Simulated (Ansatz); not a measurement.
The calculation used Ansatz 0.2.0, DFT PBE, scalar-relativistic, plane waves, PAW. All cells share a 420 eV cutoff and Γ-centred k meshes spaced about 0.3 Å⁻¹ or finer (0.25 for metals, 2π included). No spin polarisation.

All energies are static (0 K, no zero-point motion).

Compare these two cells of Ta₂F, each relaxed at this level.

1. Space group P2_1/c (No. 14), monoclinic, a = 6.774 Å, b = 2.773 Å, c = 5.305 Å, β = 101.7°. Around Ta lie 1 F at 2.11 Å, 5 Ta at 2.76–2.90 Å, 2 Ta at 3.11 Å, 1 F at 3.22 Å, 2 Ta at 3.34 Å, 2 F at 3.54 Å, 1 Ta at 3.54 Å and 1 F at 3.73 Å; around F lie 2 Ta at 2.11 Å.

2. Space group P4/nmm (No. 129), tetragonal, a = 3.242 Å, c = 11.411 Å. Ta on its first site has 1 F at 1.87 Å, 4 Ta at 2.86 Å and 5 Ta at 3.24–3.39 Å; around Ta on its second site lie 8 Ta at 2.84–2.86 Å and 5 Ta at 3.24–3.39 Å; F is surrounded by 1 Ta at 1.87 Å.

Question: Which is lower in energy, and by how much?

Answer: Cell 2 is lower, by 229 meV/atom. Cell 1 has space group P2_1/c (No. 14), 16.3 Å³/atom and no gap on its mesh; cell 2 has space group P4/nmm (No. 129), 20.0 Å³/atom and no gap. Counting F atoms around Ta (those within 1.25 times the shortest such distance or 1.15 times the sum of covalent radii; a plus sign parts nearer from farther groups; the shortest distance is added where it exceeds 1.18 times the sum of covalent radii; a slash parts the counts of unlike sites), cell 1 has Ta 1 and cell 2 has Ta 1/4+1 from 4.3 Å. Both come from trial cells of a structure search, whose lowest cell (P-1, 17.2 Å³/atom) lies 170 meV/atom below the lower of the two.

No dispersion correction is applied, so the spacing and binding between layers, chains or molecules are poorly described (P4/nmm), and this can change margins and order among such cells. Spin–orbit coupling, which can matter for Ta, is left out. Trial moments fell under 0.15 μB along the way in P2_1/c and P4/nmm; another start might hold them. With atoms moved at random, cell 2 came back. Cell 1 had no clear such test and can be a saddle point. Some candidate types were left out of the draw beforehand, so a known form may be missing.

The tetragonal cell is favoured by 229 meV/atom despite its larger volume per atom, so dense packing does not decide the order. Fluorine can take up only a small share of the valence electrons in so metal-rich a compound, leaving most of the Ta 5d electrons for metal–metal bonding, in line with the absence of a gap in both cells. The tetragonal cell serves that bonding better: its inner Ta has eight close Ta neighbours at 2.84–2.86 Å, much as in body-centred cubic tantalum, while fluorine sits at the slab surface in a short terminal bond. In the monoclinic cell, fluorine bridges two Ta atoms and the metal network is more distorted, which probably costs more d-band cohesion than the bridging returns.

The preference is only relative, since the search found a triclinic cell a further 170 meV/atom down. The separation into metal-like slabs and a fluorine skin suggests a tendency towards tantalum metal and a higher fluoride, but the energies given do not test that decomposition.
